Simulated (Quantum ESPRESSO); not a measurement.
# Site moments and antiferromagnetic exchange energy of rutile-type MnF2 against cell volume with PBE+U (U = 4 eV)

An exchange energy computed for MnF2 in one cell is often wanted at another volume, under pressure or at a different lattice constant. The decision is whether it can be carried over unchanged, rescaled, or must be computed again. To serve that decision, the cell is scaled from 0.92 to 1.08 of its given volume at fixed shape, and two collinear orders are compared at each volume with PBE+U. The magnetic energy ΔE is the energy of the opposed order less that of the parallel order, per Mn atom, so a negative value favours opposed spins. The moments are spin moments inside a sphere around Mn.

## Set-up

One system, MnF2 (rutile-type, P4_2/mnm), 6 atom(s) a primitive cell, from measured cells of the Crystallography Open Database (measured order: antiferro (arxiv:0910.3137)). Quantum ESPRESSO 7.5, plane waves with GBRV 1.5 PBE pseudopotentials, cutoff 544 eV, Fermi-Dirac smearing of 0.05 eV, k meshes whose coarsest spacing along a reciprocal vector is 0.31 to 0.33 1/Å over all runs (2π included). Functional: PBE with Hubbard U (eV) Mn 4 on orthogonalised atomic projectors; collinear spins, no spin-orbit coupling. Atoms stay at fixed fractions of the cell and the mesh divisions are held. At each point the moments on Mn are started parallel, opposed (signs +-) and without spin polarisation. Of the opposed order at the middle point, it reverses 0 of 2 magnetic neighbours at 3.31 Å and 8 of 8 magnetic neighbours at 3.82 Å. Runs that did not converge or carry a known fault are not listed. The same in all rows: metal or insulator in the run from the parallel start, judged by its smearing entropy or density of states at the Fermi energy (a gap under a few smearing widths counts as a metal): insulator.

Notes on method and selection:

- Each state is what a run reaches from typed starting moments; only a few collinear orders were started, so the lowest found need not be the ground state. Spin-orbit coupling is left out of these energies, which are free energies at the smearing width. A magnetic atom is one that was given a starting moment.
- Site moments count the spin inside each program's own atomic sphere, so they depend somewhat on its radius and leave out the spin between the spheres.
- Under a Hubbard U the orbital state was not searched.
- Quantum ESPRESSO sets the radius of an element's spheres to about 0.41 of its shortest distance to a neighbour, so it changes from cell to cell and the site moment with it.
- A measured moment is set beside the table only where the run ends ferromagnetic and the measured order is ferromagnetic too.
- Runs that did not converge, have known faults or may not be shown are not listed, and runs on Ansatz's PAW sets soft_1 and soft_2 are kept to separate tables.

Columns:

- volume: cell volume over that of the given cell, shape kept.
- moment (μB): largest site spin moment reached from the parallel start.
- moment, opposed (μB): largest site spin moment reached from the opposed start.
- magnetic distance (Å): shortest distance between magnetic atoms.
- net moment (μB): net spin moment of that run per magnetic atom.
- E(opposed) - E(parallel) (meV): energy of the run from the opposed start less that of the parallel start, per magnetic atom (positive: parallel is favoured); blank where a pattern was lost.

Input lines of one member:

```
&SYSTEM
  ecutwfc = 40
  ecutrho = 280
  nbnd = 44
  occupations = 'smearing'
  smearing = 'fd'
  degauss = 0.00367493
  nspin = 2
  starting_magnetization(1) = 0.3
  starting_magnetization(2) = 0
/
&ELECTRONS
  conv_thr = 1.2d-08
  mixing_beta = 0.3
/
K_POINTS automatic
6 6 6 0 0 0
HUBBARD {ortho-atomic}
U Mn-3d 4.0000
```

Command (options for logging and memory left out): `pw.x -in pw.in`

## Table of results

| member | volume | moment (μB) | moment, opposed (μB) | magnetic distance (Å) | net moment (μB) | E(opposed) - E(parallel) (meV) |
| --- | --- | --- | --- | --- | --- | --- |
| 0.92 | 0.92 | 4.18 | 4.16 | 3.220 | 5.0000 | −30.8 |
| 0.96 | 0.96 | 4.21 | 4.20 | 3.266 | 5.0000 | −24.7 |
| 1 | 1.00 | 4.25 | 4.24 | 3.311 | 5.0000 | −19.8 |
| 1.04 | 1.04 | 4.28 | 4.27 | 3.354 | 5.0000 | −15.9 |
| 1.08 | 1.08 | 4.31 | 4.30 | 3.397 | 5.0000 | −12.8 |

## The trend and its physics

The opposed order is lower at every volume listed, in keeping with the measured antiferromagnetism. Its advantage shrinks from 30.8 to 12.8 meV per Mn as the cell grows, while the site moment of the parallel order rises only from 4.18 to 4.31 μB. Weaker covalency with fluorine and a sphere that grows with the Mn–F distance both act in that upward direction.

A model for ΔE follows from four assumptions.

First, the spins are rigid. The parallel run keeps 5.0000 μB per Mn, the value for five parallel d electrons, and the site moments of the two orders agree within 0.02 μB.

Second, the energy is a sum over pairs, j·s·s′ with s = ±1. The opposed order reverses the eight neighbours at 3.82 Å and leaves the two at 3.31 Å parallel. Each reversed pair changes by −2j and is shared by two atoms, so ΔE = ½ × 8 × (−2j) = −8j. The tabulated magnetic distance therefore belongs to a pair that does not contribute to ΔE.

Third, the antiferromagnetic part of j is superexchange through fluorine. With t the hopping between Mn d and F p orbitals and D the energy cost of moving an electron from F to Mn, the effective Mn–Mn hopping is t²/D. The energy gained by opposed spins goes as the square of this, hence as t⁴, if the energy denominators stay constant. The usual scaling of p–d hopping with bond length r is t ∝ r^(−7/2), which gives r^(−14). Since all lengths scale as v^(1/3), where v is the relative volume, this part goes as v^(−14/3).

Fourth, a weaker ferromagnetic exchange contribution is taken as independent of volume. The result has two parameters, both positive:

ΔE = F − A·v^(−14/3)

## The model against the table

The two parameters are fixed on the end members, 0.92 and 1.08. The volume factors are 0.92^(−14/3) = 1.476, 0.96^(−14/3) = 1.210, 1 at the given cell, 1.04^(−14/3) = 0.833 and 1.08^(−14/3) = 0.698.

The difference between the end members gives A:

A = (30.8 − 12.8) / (1.476 − 0.698) = 23.1 meV

The member 0.92 then gives F:

F = 23.1 × 1.476 − 30.8 = 3.3 meV

The three members between them follow without further adjustment:

- 0.96: 3.3 − 23.1 × 1.210 = −24.7 meV; table −24.7 meV.
- 1: 3.3 − 23.1 × 1 = −19.8 meV; table −19.8 meV.
- 1.04: 3.3 − 23.1 × 0.833 = −15.9 meV; table −15.9 meV.

The agreement is within the printed rounding, whereas the five tabulated energies lie on average 5.6 meV from their mean of −20.8 meV. A straight line between the end members would give −(30.8 + 12.8) / 2 = −21.8 meV at the given cell, an error of 2.0 meV, so the curvature is a real part of the trend.

Interpolation is a mild test. A harder one fixes the model on 1 and 1.08 and predicts the compressed end:

A = (19.8 − 12.8) / (1 − 0.698) = 23.2 meV

F = 23.2 − 19.8 = 3.4 meV

At 0.92 this gives 3.4 − 23.2 × 1.476 = −30.8 meV, again the tabulated value.

## Outliers

The departures appear when the ferromagnetic term is dropped. With F = 0 and A = 19.8 meV from the given cell, the model yields −19.8 × 1.476 = −29.2 meV at 0.92, which is 1.6 meV too weak, and −19.8 × 0.698 = −13.8 meV at 1.08, which is 1.0 meV too strong. The computed exchange thus falls faster with volume than v^(−14/3) alone.

A constant F repairs this, but so would a hopping that decays faster than r^(−7/2). A plain exponential in v through the two end rows does nearly as well, giving −√(30.8 × 12.8) = −19.9 meV at the given cell. The fitted F is therefore not a determination of ferromagnetic exchange in MnF2.

The change in site moment has the wrong sign to explain the steeper fall, since larger moments on expansion would strengthen the coupling.

Uniform scaling of all bonds is itself an imposed condition. Forces remain on fluorine and change sign between the smallest and the largest volume, so relaxed Mn–F distances and bridge angles would follow a different path.

## Conclusions

Between 0.92 and 1.08 of the given volume, ΔE should not be carried over unchanged. It can be rescaled with the two-parameter formula once it has been computed at two volumes. From the given cell alone, the factor v^(−14/3) errs by up to 1.6 meV at the ends of the range. Near the given cell, 1 % in volume shifts it by (24.7 − 15.9) / 8 = 1.1 meV, or about 6 %. Real MnF2 leaves the rutile type under moderate pressure, so the compressed end may lie outside its range of stability.

For the moments, the spin outside the Mn spheres adds 0.69 to 0.82 μB per Mn in the parallel order, far more than the 0.13 μB spread of the site values. For the energies, the choice of U is a further condition: a smaller U lowers the cost of moving an electron between Mn atoms and should make ΔE more negative. The fitted A and F therefore belong to U = 4 eV and should not be carried to another U.

[Logs are printed without paths, hosts, clocks, repeated set-up lines and the standing remarks that a program may print on its own settings, such as how far it seeks lower states.]
